## The decision

A norm-conserving pseudopotential is built on one configuration of the atom and then used on others. The phosphorus potential below was built on the ion $3s^2\,3p^{1.5}$, and the user must decide whether to trust it for neutral phosphorus, for $s \to p$ promotion and for strongly ionised phosphorus. Both numbers behind that decision can be estimated by hand: the energy of a configuration, to 0.13 eV or better, and the error of the potential on it, to about 10 %, for the six rows of the table whose charge lies between 0 and +2.

Valence configurations of the spherical P atom, computed with ld1.x 7.5 (PBE, non-relativistic). The norm-conserving Troullier-Martins potential in separable form has a [Ne] core, radii s 1.2, p 1.3 and d 1.05 bohr, a local s channel and no core correction. Energies are relative to the reference ion 3s2 3p1.5 (charge +1.5); errors are all-electron minus pseudo-atom.

```csv
test configuration,test spin polarised,excitation energy all-electron (eV),excitation error (meV)
3s2 3p3,no,-18.063,8.109
3s2 3p2,no,-8.3215,1.401
3s2 3p1,no,10.838,1.973
3s1 3p4,no,-9.6160,10.91
3s0 3p5,no,-1.0407,25.61
3s2 3p2.5,no,-14.283,4.544
3s1 3p0,no,92.469,158.7
```

The excitation energy is the all-electron PBE energy of the test configuration minus that of the reference ion. A negative value means that electrons were added, and no row lies below the neutral $3s^2\,3p^3$ atom. The excitation error is the all-electron value minus the pseudo-atom value. No row is spin polarised, so $3s^2\,3p^3$ is a spherical, spin-averaged atom.

Each row is fixed by two counts: $q$, the electrons added to the reference, and $m$, the electrons moved from $3s$ to $3p$. The neutral atom has $q = 1.5$, $m = 0$; the row $3s^1\,3p^4$ has $q = 1.5$, $m = 1$; the ion $3s^1\,3p^0$, of charge +4, has $q = -2.5$, $m = 1$.

## The energy rule

Janak's theorem states that the Kohn-Sham energy changes with the occupation $n_i$ of an orbital at the rate of its level, $\partial E/\partial n_i = \varepsilon_i$. Added electrons go into $3p$, and a promotion takes charge from $3s$ to $3p$, so the first-order energy is $\varepsilon_p q + D m$ with $D = \varepsilon_p - \varepsilon_s$. The same calculation gives $\varepsilon_p = -19.111$ eV and $\varepsilon_s = -28.39$ eV, hence $D = 9.28$ eV. The $s$ value is the pseudo-atom's level, which the construction ties to the all-electron one.

The levels move as the occupation changes. Letting the $3p$ level vary as $\varepsilon_p + Uq + Wq^2/2$ and the gap as $D + aq$, and integrating, gives

$$E = \varepsilon_p q + D m + \tfrac12 U q^2 + \tfrac16 W q^3 + a\,q\,m .$$

Two rows placed symmetrically about the reference, $3p^2$ and $3p^1$ at $q = \pm 0.5$, test the leading terms without a fit. Their difference is $-19.160$ eV, within 0.05 eV of $\varepsilon_p$, since the even terms cancel; $-\varepsilon_p$ at this half-way occupation is Slater's transition-state estimate of the second ionisation energy. In their sum the odd terms cancel, and four times the sum gives $U = 10.07$ eV.

A least-squares fit of $U$, $W$ and $a$ to the six rows of charge 0 to +2 gives, rounded, $U = 10.1$, $W = -1.4$ and $a = -0.51$ eV. The +4 ion was kept out because it lies farthest from the expansion point. The analysis printed after this text lists the misses row by row.

## What the constants mean

$U$ is the rise of the $3p$ level per added electron, which is the repulsion between valence electrons after the cloud has readjusted. A Coulomb energy of about 10 eV corresponds to two charges some 2.7 bohr apart (27 eV bohr divided by 10 eV), the right order for a shell whose radial waves are largest between one and two bohr from the nucleus. A more compact valence shell has a larger $U$, which is the direction to expect towards the right of a period or in a more highly charged ion.

$W$ is negative because added charge screens the nucleus, the shell swells and the next electron repels less. Its size at the reference follows from the symmetric pair without a fit: the difference of the two rows is $\varepsilon_p + W/24$, and the residue of $-0.049$ eV gives $W \approx -1.2$ eV. The fitted $-1.4$ is larger in magnitude because it also absorbs the higher powers of $q$ met on the way to $q = 1.5$.

The sign of $a$ can be read off the table: promotion in the neutral atom costs 8.447 eV, less than the 9.28 eV gap of the reference ion. To second order $a$ is the $p$–$p$ repulsion minus the $s$–$p$ repulsion. The $3s$ wave of this calculation peaks at a smaller radius than the $3p$ wave, and a more compact orbital feels added charge more strongly, so $\varepsilon_s$ rises faster than $\varepsilon_p$ and the gap narrows. The fitted $a$ also absorbs the $m^2$ term that the rule omits. The two promotion costs, 8.447 and 8.575 eV, give that term a coefficient of 0.064 eV, so the gap of the neutral atom is 8.383 eV and it closes by about 0.60 eV per added electron, somewhat more than the fitted 0.51. Both promoted rows of the fit have $q = 1.5$, so they do not test whether this slope is constant.

The smooth parabola through fractional charges is a property of a semi-local functional. The exact energy runs in straight segments between whole electron numbers, so the rows with half electrons describe PBE, and the rule is a rule for PBE.

## Two rows by hand

Both rows were part of the fit. For $3s^2\,3p^3$:

- linear term: $-19.111 \times 1.5 = -28.666$ eV
- repulsion: $10.1 \times 2.25/2 = +11.363$ eV
- swelling: $-1.4 \times 3.375/6 = -0.788$ eV

The sum is $-18.09$ eV against $-18.063$ eV in the table. The linear term alone would be 10.6 eV too low, so Janak's slope is of no use over more than a small fraction of an electron without $U$.

For $3s^1\,3p^4$ the charge is the same, and two terms are added: the gap, $+9.28$ eV, and $-0.51 \times 1.5 \times 1 = -0.77$ eV. The result is $-18.09 + 9.28 - 0.77 = -9.58$ eV against $-9.616$ eV. This miss of 0.04 eV is the largest of the six fitted rows. Its origin is visible in the table: the first promotion costs 8.447 eV and the second 8.575 eV, whereas the rule has no $m^2$ term and charges 8.515 eV for each.

Three constants on six rows flatter the rule. When each row is predicted from the other five, the worst miss is 0.13 eV, on $3s^0\,3p^5$, and that is the safer figure to carry. With $U$ as the only constant the misses reach 0.82 eV.

## Why the error starts at second order

The pseudo-atom obeys the same expansion with its own constants. Its levels equal the all-electron ones at the reference by construction, so the terms linear in $q$ and $m$ drop out of the difference and the error begins with $q^2$, $qm$ and $m^2$. Small errors near the reference therefore test little. What the table measures is the mismatch in curvature.

All seven errors are positive: the pseudo-atom energy is too low whichever way the occupation moves, so the pseudo-atom is slightly too soft. Theory assigns signs to three causes. Freezing the core is a constraint on a minimisation and raises the energy away from the reference, so alone it would make all-electron minus pseudo negative. Pseudisation keeps the charge inside the core radius but moves it outwards: at 0.39 bohr the all-electron $3s$ wave has magnitude 0.39 and the pseudo-wave 0.19 (in bohr$^{-1/2}$), while at 0.65 bohr the first has a node and the second is 0.30. Charge moved outwards repels itself less, which lowers the curvature and gives a positive error. Exchange in the local picture has a negative curvature that scales as density$^{-2/3}$; evaluated on the valence density alone, as in a potential without core correction, it is stronger where core and valence overlap, which again gives a positive error. The positive sign thus says that the frozen core does not dominate here. How the rest divides between the other two causes, and how much comes from the imperfect energy dependence of the scattering, is untested.

## The error rule

Dividing the error by $q^2$ for the four rows with $m = 0$ gives 7.89, 5.60, 4.54 and 3.60 meV at $q = -0.5$, 0.5, 1.0 and 1.5. The growth is therefore slower than quadratic when electrons are added, and removing half an electron costs more error (1.973 meV) than adding half (1.401 meV). A likely reason, which these rows do not prove, is that a positive ion contracts and puts more valence charge inside the core radii, where the pseudo-atom is wrong. A compact description is

$$\text{error} = k\,(q^2 + m^2)\,e^{-cq},$$

with $k = 6.6$ meV and $c = 0.39$ from a fit of the logarithm to the same six rows. The exponential and the equal weights of $q^2$ and $m^2$ are empirical. Near the reference the mismatch in $U$ is $2k \approx 13$ meV, about 0.13 % of 10.1 eV.

For the neutral atom $e^{-0.39 \times 1.5} = 0.557$, and $6.6 \times 2.25 \times 0.557 = 8.3$ meV against 8.109 meV. For $3s^1\,3p^4$ the factor is 3.25 and the estimate is about 12 meV against 10.91 meV, 10 % high. The four unpromoted rows are met to about 3 % of the table value, the two promoted ones to about 10 %.

A fixed percentage of the excitation energy does not work as a rule: error over energy spreads by a factor of 146 across the six rows, and $3s^0\,3p^5$ has the smallest energy in magnitude with the largest error of the six. The linear part of the energy carries no error, and in that row it nearly cancels the rest. Scaling with the nonlinear part of the energy still spreads by a factor of 3.7, against 2.35 for the rule without its exponential and 1.22 with it.

The scattering test of the same potential shows limited transferability in another form. The $s$ phase error vanishes close to the reference level and is nearly five times larger at $-0.16$ Ry than at $-4$ Ry, two energies about equally far from that level. The larger phase error lies above the level, and the configuration error per $q^2$ is larger on the side where electrons are removed and levels fall. These need not conflict. The scattering test holds the potential fixed, while a change of charge moves it. A shell of charge shifts the potential most in its interior, and the level, which averages over the whole orbital, moves less. Removing electrons therefore lowers the potential in the core region by more than the level, so the level rises relative to that potential, towards the side of the larger phase error. How much of the asymmetry this accounts for is untested.

## Differences are what the user meets

Chemistry involves differences between rows, and errors of one sign partly cancel. The first ionisation energy is 9.74 eV with an error of $1.40 - 8.11 = -6.71$ meV; the rules give 9.769 eV and $-6.92$ meV. The second has an error of only 0.57 meV on 19.16 eV, because the reference sits midway between the two charges. A reference in the middle of the range of use keeps $q^2$ small at both ends.

Most of the 10.91 meV of $3s^1\,3p^4$ is already in the neutral atom, and the promotion itself is wrong by 2.80 meV. Here the rule is poor in relative terms: it gives 3.68 meV. The parabola through the three neutral rows, exact by construction, is $8.11 - 3.15\,m + 5.95\,m^2$ meV, whereas the rule has no linear term and an $m^2$ coefficient of 3.68. Since a term linear in $m$ vanishes at the reference, the $-3.15$ suggests terms that couple $m$ to $q$, although a cubic term in $m$ would look the same on three rows. The equal weights in the rule are a compromise between these two coefficients.

## Where the range ends

The ion $3s^1\,3p^0$ was left out of both fits and shows how far the rules carry. The energy comes out at 93.54 eV against 92.469 eV, 1.07 eV or 1.2 % too high. The fitted charges span only $q = -0.5$ to 1.5, and at $q = -2.5$ a truncated cubic has no claim to better. The rule's miss is several times the pseudopotential's error on this row, so the energy rule cannot stand in for either calculation when the error is wanted.

The error rule gives 127 meV against 158.7 meV, 20 % low; without the exponential it would be low by a factor of 4.7. A neglected $qm$ term with the sign suggested by the neutral rows would raise the error here, but one row cannot show that this is the cause. Relative to its 92 eV the error of this ion is 0.17 %, and a bare +4 ion is far more ionised than phosphorus is in its compounds, whatever the formal oxidation state.

For $3s^2\,3p^0$, with $q = -1.5$, the rule gives $6.6 \times 2.25 \times 1.8 \approx 27$ meV, over three times the error of the neutral atom at the same distance from the reference. That lies outside the fitted range and deserves at least the 20 % margin seen at +4.

Comparison with measured ionisation energies needs spin first. Exchange stabilises the three parallel spins of $3p^3$ more than the two of $3p^2$, which raises the first ionisation energy above the unpolarised 9.74 eV by some tenths of an eV (a rough recalled size), far more than the pseudopotential error and no fault of the functional. The calculation is also non-relativistic. The constants $U$, $W$ and $a$ belong to the PBE phosphorus atom at this reference; $k$ and $c$ belong to this potential alone and change with radii, local channel and core correction. No row occupies $d$ or carries negative charge, so the rules say nothing there. In a solid the waves are also confined and hybridised, and these atomic errors indicate a scale without giving the error itself.

The analysis program printed:

```
levels: e_p -19.11 eV, e_s -28.39 eV, gap D 9.28 eV; q = electrons added, m = 3s->3p moved
slope E(3p2)-E(3p1) -19.160 eV, minus e_p -0.049 eV
U from 4[E(3p2)+E(3p1)]: 10.07 eV
ENERGY E = e_p q + D m + U q^2/2 + W q^3/6 + a q m; six rows fitted, +4 ion left out
fit U 10.099, W -1.383, a -0.514 eV; rounded U 10.1, W -1.4, a -0.51
row | charge q m | table, rule, rule-table | miss linear only | miss U only (eV)
3s2 3p3 | +0.0 +1.5 0 | -18.063 -18.091 -0.028 | -10.60 | -0.71
3s2 3p2 | +1.0 +0.5 0 | -8.322 -8.322 -0.001 | -1.23 | -0.14
3s2 3p1 | +2.0 -0.5 0 | 10.838 10.847 +0.009 | -1.28 | -0.18
3s1 3p4 | +0.0 +1.5 1 | -9.616 -9.576 +0.040 | -9.77 | +0.12
3s0 3p5 | +0.0 +1.5 2 | -1.041 -1.060 -0.019 | -9.06 | +0.82
3s2 3p2.5 | +0.5 +1.0 0 | -14.283 -14.294 -0.011 | -4.83 | -0.43
3s1 3p0 | +4.0 -2.5 1 | 92.469 93.541 +1.072 | -35.41 | -7.94
six rows: worst miss 0.040 eV; table rounding up to 0.0005 eV; U-only U 8.79 eV
leave-one-out worst miss 0.130 eV (3s0 3p5); +4 ion miss +1.2 %
ERROR = k (q^2+m^2) exp(-c q): fit k 6.61 meV, c 0.387; rounded 6.6, 0.39; c=0 gives k 4.6
row | table, rule meV, miss % | err/(q^2+m^2) meV | err/|E|, err/nonlinear E in meV/eV
3s2 3p3 | 8.11 8.27 +2 | 3.60 | 0.45 0.76
3s2 3p2 | 1.40 1.36 -3 | 5.60 | 0.17 1.14
3s2 3p1 | 1.97 2.01 +2 | 7.89 | 0.18 1.54
3s1 3p4 | 10.91 11.95 +10 | 3.36 | 1.13 1.12
3s0 3p5 | 25.61 22.98 -10 | 4.10 | 24.61 2.83
3s2 3p2.5 | 4.54 4.47 -2 | 4.54 | 0.32 0.94
3s1 3p0 | 158.70 126.86 -20 | 21.89 | 1.72 4.48
six-row spread max/min: full rule 1.22, c=0 2.35, per |E| 146, per nonlinear E 3.7
+4 ion: table/rule 1.25, with c=0 4.7; error rounding 0.0005 to 0.05 meV
neutral rows exactly: 8.11 -3.15 m +5.95 m^2 meV; rule has 0 m +3.68 m^2
worked 3s2 3p3: -28.67 +0.00 +11.36 -0.79 +0.00 = -18.09 eV (table -18.06)
   error: 6.6 x 2.25 x 0.557 = 8.3 meV (table 8.1)
worked 3s1 3p4: -28.67 +9.28 +11.36 -0.79 -0.77 = -9.58 eV (table -9.62)
   error: 6.6 x 3.25 x 0.557 = 11.9 meV (table 10.9)
differences | energy table, rule eV | error table, rule meV
first ionisation | 9.741 9.769 | -6.71 -6.92
second ionisation | 19.160 19.169 | +0.57 +0.65
one promotion | 8.447 8.515 | +2.80 +3.68
two promotions | 17.022 17.031 | +17.50 +14.71
second promotion alone | 8.575 8.515 | +14.70 +11.03
```
